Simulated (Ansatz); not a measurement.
# BiMo: energy above given cell and pressure against volume ratio

All results are calculated (Ansatz 0.2.0). Plane-wave density functional theory, PAW datasets, Gaussian smearing 0.05 eV: equation of state, the given cell scaled in volume with shape and atoms relaxed at each volume.

The cell before it is scaled or strained (space group P6_3/mmc, No. 194):
```
cell vectors (Å)
   4.5244     0.0000     0.0000
  -2.2622     3.9183     0.0000
   0.0000     0.0000     5.1028
atoms (fractions of the cell vectors)
Mo  0.00000  0.00000  0.00000
Mo  0.00000  0.00000  0.50000
Bi  0.33330  0.66670  0.25000
Bi  0.66670  0.33330  0.75000
```

Settings of every row: paw set soft_2; functional PBEsol; spin treatment none; moment partition spheres; spin axis none; wave cutoff 420 eV; k mesh 8x8x6; symmetry use detected.

Atom hubbard u: 0 on all atoms.

Limits: no spin-orbit coupling, which can matter with elements this heavy; the cell comes from a prototype or a list of computed structures and needn't be the stable phase.

```csv
row,volume ratio,V (Å³/atom),energy above given cell (meV per atom),pressure (GPa)
1,0.96,21.711,14.6,5.459
2,0.98,22.163,3.44,2.537
3,1,22.616,0,0.002
4,1.02,23.068,?,?
5,1.04,23.52,12.41,-4.183
```

Question: what energy above given cell and pressure should row 4 give?

Worked fit of energy above given cell. Take u = (V_r/V)^(2/3) − 1 with V_r = 22.389 Å³ an atom, which is twice the finite (Eulerian) strain; such expansions in the strain, on which the Birch-Murnaghan equation of state is built, carry the rest volume and the bulk modulus. The shown rows have u = 0.02071, 0.00679, -0.0067, -0.03232. Least squares give energy above given cell = 0.841 + 264.1 × u + 19257.2 × u² meV per atom; a straight line predicts inner rows, each left out in turn, worse (root mean square 8.5 against 0.17 meV per atom). The rows lie off it by 0.03, -0.08, 0.06, -0.01 (root mean square 0.052 meV per atom). Its lowest point lies at u = -0.0069, or V = 22.62 Å³ an atom, and the curvature there gives the bulk modulus with shape and atoms relaxed, B = (4/9)(1 + u)² E″(u)/V = 120 GPa. The withheld row has u = -0.01972, so the fit gives 0.841 + 264.1 × (-0.01972) + 19257.2 × (-0.01972)² = 3.12 meV per atom.

The calculation gave 3.25 meV per atom. The fit lies 0.13 meV per atom (4 % of the value, 0.89 % of the column's range) below it; its largest miss of a shown row is 0.08 meV per atom.

Worked fit of pressure. Take u = (V_r/V)^(2/3) − 1 with V_r = 22.389 Å³ an atom, which is twice the finite (Eulerian) strain; such expansions in the strain, on which the Birch-Murnaghan equation of state is built, carry the rest volume and the bulk modulus. The shown rows have u = 0.02071, 0.00679, -0.0067, -0.03232. Least squares give pressure = 1.2313 + 189.669 × u + 687.11 × u² GPa; a straight line predicts inner rows, each left out in turn, worse (root mean square 0.3 against 0.028 GPa). The rows lie off it by 0.005, -0.014, 0.011, -0.002 (root mean square 0.0093 GPa). The pressure vanishes at u = -0.0067, or V = 22.61 Å³ an atom, and there the bulk modulus with shape and atoms relaxed is B = −V dP/dV = (2/3)(1 + u) dP/du = 120 GPa. The withheld row has u = -0.01972, so the fit gives 1.2313 + 189.669 × (-0.01972) + 687.11 × (-0.01972)² = -2.242 GPa.

The calculation gave -2.212 GPa. The fit lies 0.030 GPa (1.4 % of the value, 0.31 % of the column's range) below it; its largest miss of a shown row is 0.014 GPa.
